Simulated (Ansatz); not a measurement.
**Abstraction of F: C4H7F + C2H2F3 → C4H7 + C2H2F4**

Species: C4H7F `FC1CCC1`, singlet; C2H2F3 `[CH2]C(F)(F)F`, doublet; C4H7 (cyclobutyl radical) `[CH]1CCC1`, doublet; C2H2F4 (norflurane) `FCC(F)(F)F`, singlet. A radical takes F: the energy is the difference in strength between two C–F bonds in different surroundings.

Shapes, held fixed at every level: PBE0-D4/def2-TZVP. Programs: Ansatz 0.2.0. The zero-point and thermal change to 298 K, harmonic and unscaled (PBE0-D4/def2-TZVP), is +0.4 kJ/mol.

```json
{"level": "BHLYP-D4/def2-TZVPP", "kind": "global hybrid", "ΔH(298 K) (kJ/mol)": "+24.8", "less CCSD(T)/CBS estimate": "-2.3"}
{"level": "wB97X-V/def2-TZVPP", "kind": "range-separated hybrid", "ΔH(298 K) (kJ/mol)": "+24.4", "less CCSD(T)/CBS estimate": "-2.7"}
{"level": "B2PLYP/def2-TZVPP", "kind": "double hybrid", "ΔH(298 K) (kJ/mol)": "+25.9", "less CCSD(T)/CBS estimate": "-1.2"}
{"level": "MP2/def2-TZVPP", "kind": "perturbation theory", "ΔH(298 K) (kJ/mol)": "+32.3", "less CCSD(T)/CBS estimate": "+5.2"}
{"level": "CCSD/def2-SVP", "kind": "coupled cluster or CI", "ΔH(298 K) (kJ/mol)": "+25.5", "less CCSD(T)/CBS estimate": "-1.6"}
{"level": "CCSD/def2-TZVPP", "kind": "coupled cluster or CI", "ΔH(298 K) (kJ/mol)": "+27.6", "less CCSD(T)/CBS estimate": "+0.5"}
{"level": "CCSD(T)/CBS estimate", "kind": "coupled cluster or CI", "ΔH(298 K) (kJ/mol)": "+27.1", "less CCSD(T)/CBS estimate": "0.0"}
```

The highest level, CCSD(T)/CBS estimate, gives ΔH(298 K) = +27.1 kJ/mol; the levels span +24.4 to +32.3. The column of differences is taken from that level and isn't an error. No measured value is set beside it here. Open shells run unrestricted unless RO is named. The CBS estimate extrapolates MP2 from def2-TZVPP and def2-QZVPP and adds CCSD(T) − MP2 in the triple-zeta set, cores frozen.

Fluorine transfer to the trifluoroethyl radical is endothermic at every level, by +27.1 kJ/mol at the highest, so the C–F bond in fluorocyclobutane is stronger than the CH2–F bond in norflurane. The likely main cause is bond polarity. Fluorine leaves its carbon partially positive, which the electron-donating ring carbons accommodate but the strongly withdrawing CF3 group opposes. Alkyl substitution also stabilises the cyclobutyl radical, which by itself would favour transfer, but this gain is evidently outweighed by the loss of the stronger polar bond. Ring strain probably plays a smaller part, since it is present on both sides and changes only as the carbon flattens.

The hybrids and the double hybrid fall slightly below the reference, while MP2 overshoots it by 5.2 kJ/mol and CCSD in the same basis by only 0.5, which suggests that correlation beyond second order matters for this bond exchange. The reaction enthalpy doesn't show how fast fluorine would transfer, or whether hydrogen abstraction from the ring would win instead.
